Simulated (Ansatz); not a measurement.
## Ge: pressure against volume scale

Periodic Kohn-Sham DFT of a crystal at fixed atoms, scaled to volume_scale times the given cell; pressure positive in compression, energy less spherical unpolarised free atoms, largest_vzz the field gradient of largest size among the nuclei. The results are calculated, by Ansatz 0.2.0.

The cell before it is scaled or strained (space group P6_3/mmc, No. 194):
```
Ge
1.0
      3.9976     0.0000     0.0000
     -1.9988     3.4620     0.0000
      0.0000     0.0000     6.5994
Ge
4
Direct
  0.66667 0.33333 0.06290
  0.33333 0.66667 0.56290
  0.66667 0.33333 0.43710
  0.33333 0.66667 0.93710
```

Settings of every row: method frozen-core PAW; functional PBEsol; relativity scalar; k mesh 11x11x6; filling fermi-dirac; smearing width 0.05 eV; wave cutoff 420 eV; paw set soft_2.

Atom start moment: 0 on all atoms.

Limits: PAW files made with PBE; no gap: field gradients move with the k mesh; the cell comes from a prototype or a list of computed structures and needn't be the stable phase.

```csv
row,volume scale,V (Å³/atom),pressure (GPa),largest V_zz (1e21 V/m^2)
1,0.94,21.463,4.761,0.921
2,0.96,21.92,2.958,0.858
3,0.98,22.377,1.356,0.825
4,0.99,22.605,0.631,0.805
5,1,22.833,-0.05,0.784
6,1.01,23.062,-0.702,0.761
7,1.02,23.29,?,?
8,1.04,23.747,-2.462,0.725
9,1.06,24.203,-3.477,0.691
```

Question: what pressure should row 7 give?

Worked fit of pressure. Take u = (V_r/V)^(2/3) − 1 with V_r = 22.719 Å³ an atom, which is twice the finite (Eulerian) strain; such expansions in the strain, on which the Birch-Murnaghan equation of state is built, carry the rest volume and the bulk modulus. The shown rows have u = 0.03864, 0.02416, 0.01016, 0.00336, -0.00333, -0.00994, -0.02907, -0.04131. Least squares give pressure = 0.2842 + 102.67 × u + 311.52 × u² + 765 × u³ GPa; a parabola predicts inner rows, each left out in turn, worse (root mean square 0.013 against 0.0067 GPa). The rows lie off it by 0.000, 0.001, -0.004, -0.002, 0.004, 0.004, -0.006, 0.002 (root mean square 0.0034 GPa). The pressure vanishes at u = -0.0028, or V = 22.81 Å³ an atom, and there the bulk modulus at fixed shape and fractions is B = −V dP/dV = (2/3)(1 + u) dP/du = 67.1 GPa. Letting shape and atoms relax would as a rule lower it, by much in layered, chain or molecular crystals. The withheld row has u = -0.01641, so the fit gives 0.2842 + 102.67 × (-0.01641) + 311.52 × (-0.01641)² + 765 × (-0.01641)³ = -1.320 GPa.

The calculation gave -1.322 GPa. The fit lies 0.002 GPa (0.024 % of the column's range) above it; its largest miss of a shown row is 0.006 GPa.

The other values of row 7: largest V_zz 0.729 1e21 V/m^2.
